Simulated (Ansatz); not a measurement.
How methods differ on CH4Si (SMILES [CH][SiH3])

CH4Si: 6 atoms, total charge 0, spin state triplet. SMILES: `[CH][SiH3]`. The coordinates come from a GFN2-xTB relaxation.

```xyz
6

C     0.6673   -0.8522    0.7346
Si   -0.2589    0.4043   -0.1786
H     1.1379   -1.8135    0.7310
H    -1.5441   -0.1432   -0.6446
H     0.5114    0.8610   -1.3475
H    -0.5136    1.5436    0.7052
```

Each level gives the energy change with the C1–H3 bond stretched from 1.070 to 1.338 Å (eV). The values are calculated.

```tsv
level	kind	program	value (eV)	less FCI/STO-3G	CPU time (all runs)
U-revPBE/STO-3G	GGA	Ansatz	0.70	-0.01	3.5 s
U-r2SCAN/STO-3G	meta-GGA	Ansatz	0.81	+0.10	8.9 s
UPBE0/STO-3G	global hybrid	Ansatz	0.84	+0.13	3.8 s
UCAM-B3LYP/STO-3G	range-separated hybrid	Ansatz	0.84	+0.13	4.5 s
RPA@PBE/STO-3G	RPA	Ansatz	0.65	-0.06	4.2 s
UMP2/STO-3G	perturbation theory	Ansatz	0.87	+0.16	0.22 s
UCCSD/STO-3G	coupled cluster or CI	Ansatz	0.72	+0.01	0.39 s
UCCSDT(Q)/STO-3G	coupled cluster or CI	Ansatz	0.71	0.00	1.8 s
FCI/STO-3G	exact in the basis	Ansatz	0.71	0.00	7.4 s
```

FCI/STO-3G is exact within its basis and frozen core, so for wave-function methods in that basis the difference is their error; functionals converge differently with the basis, so for them it is only a difference. The first shape isn't each level's own minimum. The values span 0.65 to 0.87 eV. All rows use very small basis sets, so even the best lies far from the true value. Times are those of the runs behind each value, whatever else they computed, on shared processors of several kinds: orders of magnitude only.

Stretching the C–H bond of this triplet carbene weakens the overlap between carbon and hydrogen, so the σ–σ* separation shrinks and left–right correlation within the bonding pair grows. The wave-function results follow how well that growth is described. UMP2 treats the double excitations only to lowest order and makes the stretch too costly by 0.16 eV, whereas UCCSD, which couples them to one another, comes within 0.01 eV of FCI. Connected triples and quadruples therefore matter little here, and a single reference with two parallel unpaired electrons remains a sound starting point at this elongation.

The functionals don't divide simply by exact exchange: r2SCAN, which has none, lies much nearer the two hybrids than revPBE, so the semilocal form probably matters as well. RPA errs in the opposite direction to UMP2, giving the softest stretch of the set. The good behaviour of UCCSD can't be carried over to full C–H dissociation or to the open-shell singlet carbene, where near-degeneracy is stronger.
